Question

The molecules below share the chain B–C–B, and the group * sits on one of the two boron atoms. The polarisability measures how large a dipole an electric field induces in the electron cloud. The ionisation energy is the cost of removing one electron while the nuclei stay in place.

PySCF 2.14.0 with density fitting, CAM-B3LYP/def2-SVPD, gas phase, at PBE0-D3(BJ)/def2-SVP geometries. The core is *BCB (SMILES) with the group * varied; the marked atom is the B that carries it. The polarisability is the static mean, and the ionisation energy is vertical, taken as a difference of total energies.

```
group *  formula  binding atom  its electronegativity  point group  bond from the marked atom to the group (Å)  electrons  valence electrons  polarisability (bohr^3)  ionisation energy (eV)
     *H    CH6B2             H                  2.200           Cs                                       1.209         22                 16                        ?                       ?
   *C#C   C3H6B2             C                  2.550           C1                                       1.520         34                 24                     64.6                   10.30
     *C   C2H8B2             C                  2.550           C1                                       1.561         30                 22                     54.6                   11.10
   *CCC  C4H12B2             C                  2.550           C1                                       1.564         46                 34                     78.2                   10.70
    *Br  CH5B2Br            Br                  2.960           C1                                       1.910         56                 22                     63.0                   10.54
     *N   CH7B2N             N                  3.040           C1                                       1.392         30                 22                     51.3                   10.71
```

Predict both quantities for the parent molecule H₂B–CH₂–BH₂, row *H, from the other five rows. Give each prediction an error bar and a physical reason.

Model answer

The electronegativity of the binding atom (Pauling's tabulated value) is a poor guide to the polarisability. Methyl, ethynyl and propyl all bind through carbon, yet their molecules range from 54.6 to 78.2 bohr³. What counts is how many electrons the group brings and how loosely they are held. The rows *C, *N and *Br have equally many valence electrons, but bromine's lie far from the nucleus and yield easily to a field, while nitrogen holds its own more tightly.

A field distorts every bond and lone pair a little, and the molecule's response is the sum of these distortions. If each is mostly local, a group contributes nearly the same amount wherever it is attached:

polarisability = remainder common to the series + share of the group

Rough atomic values supply the shares: 7.2 bohr³ for a saturated carbon and 2.6 for a hydrogen. Methyl therefore counts 7.2 + 3 × 2.6 = 15.0, which leaves 54.6 − 15.0 = 39.6 for the rest of its molecule. Averaged over the five known rows, this remainder is 40.9. Adding one hydrogen gives 40.9 + 2.6 = 43.5 bohr³ for the parent.

Leaving out each known row in turn and predicting it from the others gives a typical error of 3 bohr³. The prediction is therefore 43.5 ± 3 bohr³, the lowest of the series. A shorter route agrees: propyl exceeds methyl by 11.8 bohr³ per CH₂, and one such step down from methyl leads to 42.8.

A cruder model gives every valence electron the same share, as if one mean excitation energy served them all. It predicts about 40 bohr³, but it errs more than twice as much on the known rows when each is left out in turn. It has no means of telling bromine from nitrogen.

The ionisation energy needs different reasoning, because it concerns one electron rather than the sum over all. In *C#C and *Br the highest occupied orbital lies mainly on the group itself, and in *N the lone pair probably has a large part in it, so these rows say little about the parent. Methyl and propyl are better guides. In their molecules the positive charge left behind can spread along the chain, and a longer chain lowers the cost. Each further atom should help less than the one before, which suggests a term in 1/n, where n counts the boron and carbon atoms:

ionisation energy = a + b/n

From methyl (n = 4) to propyl (n = 6) the energy falls by 0.40 eV. The step from n = 4 to n = 3 changes 1/n by the same amount, 1/12, so the parent should lie at 11.10 + 0.40 = 11.5 eV. Two rows fix the two constants and leave no test of the formula; a constant step per CH₂ would give 11.3 eV. The prediction is 11.5 ± 0.4 eV, the highest of the series. The error bar is a judgement: twice the gap between the two forms.

The computed values

The withheld rows as computed:

```
group *  formula  binding atom  its electronegativity  point group  bond from the marked atom to the group (Å)  electrons  valence electrons  polarisability (bohr^3)  ionisation energy (eV)
     *H    CH6B2             H                  2.200           Cs                                       1.209         22                 16                     42.9                   11.58
```

Remarks on the reasoning

Both predictions hold within their ranges. The additive value is 0.6 bohr³ too high, and the CH₂ step down from methyl is 0.1 too low. The additive hit owes something to a balance of errors: ethynyl and bromine, whose molecules exceed their additive values, pull up the average remainder, and without them the prediction would have been 1.3 bohr³ too low. In *C#C the lowest empty orbital spreads over the triple bond and both boron atoms. The triple bond thus mixes with the empty orbitals of boron, which probably explains part of ethynyl's excess. In *N the nitrogen lone pair should also donate to boron, but no such excess appears: that molecule falls below its additive value about as far as those of methyl and propyl do.

The model with equal shares comes out 3.1 bohr³ too low, and the reason is instructive. The parent has 42.9/16 = 2.7 bohr³ per valence electron, whereas an added CH₂ brings only 11.8/6 = 2.0. The boron-containing part is thus softer than a hydrocarbon chain, as befits boron's smaller nuclear charge. A single average share, fitted to molecules with larger groups, underrates it.

The prediction for the ionisation energy is 0.08 eV too low. This closeness is better than the method deserves, because each molecule is represented by one conformer, and the planes around the two boron atoms are turned differently in the parent and in its methyl relative. The single new row favours a diminishing effect over a constant step, which falls 0.28 eV short, but it does not establish the 1/n form. A methyl group bound directly to boron may also act through that bond, apart from any lengthening of the chain.

The clearest lesson lies in comparing the two quantities along H, methyl and propyl. The first carbon adds 11.7 bohr³ to the polarisability, and the next two add 11.8 each on average. The same first carbon lowers the ionisation energy by 0.48 eV, but the next two lower it by only 0.20 each on average. A property summed over all electrons grows in equal steps here, while one that depends on the most easily removed electron responds less to the later carbons than to the first. The printed analysis after this text lists the fits and their misses row by row.

The analysis program printed:

```
fit of alpha - share on 5 rows: constant 40.94 +/- 1.2; rms 2.42, worst *C#C -3.66, leave-one-out rms 3.02
  rows outside the fit (model, value, miss): *H 40.94, 40.3, 0.64
fit of alpha on 5 rows: coefficient of valence 2.489 +/- 0.11; rms 5.38, worst *Br -8.24, leave-one-out rms 7.05
  rows outside the fit (model, value, miss): *H 39.82, 42.9, -3.08
Polarisability models in bohr^3, misses are prediction less computed value:
   row  group share  additive model  additive miss  one mean energy  its miss
    *H          2.6           43.54           0.64            39.82    -3.076
  *C#C           20           60.94          -3.66            59.74    -4.864
    *C           15           55.94           1.34            54.76    0.1582
  *CCC         39.8           80.74           2.54            84.63     6.426
   *Br           20           60.94          -2.06            54.76    -8.242
    *N         12.2           53.14           1.84            54.76     3.458
Mean excitation energy of the rival model in eV: 17.25
Polarisability per CH2 from methyl to propyl in bohr^3: 11.8
Forecast for *H by one CH2 step down from methyl in bohr^3: 42.8
Polarisability of *C#C less *C in bohr^3: 10
Polarisability of *Br less *C in bohr^3: 8.4
Polarisability of *N less *C in bohr^3: -3.3
Ionisation energy of *C less *CCC in eV: 0.4
Forecast ionisation energy of *H from the chain length in eV: 11.5
Same with a constant step per CH2 in eV: 11.3
Miss of the chain-length forecast for *H, forecast less computed, in eV: -0.08
Miss of the CH2-step forecast for *H, forecast less computed, in bohr^3: -0.1
Computed polarisability of *C less *H in bohr^3: 11.7
Computed ionisation energy of *H less *C in eV: 0.48
```
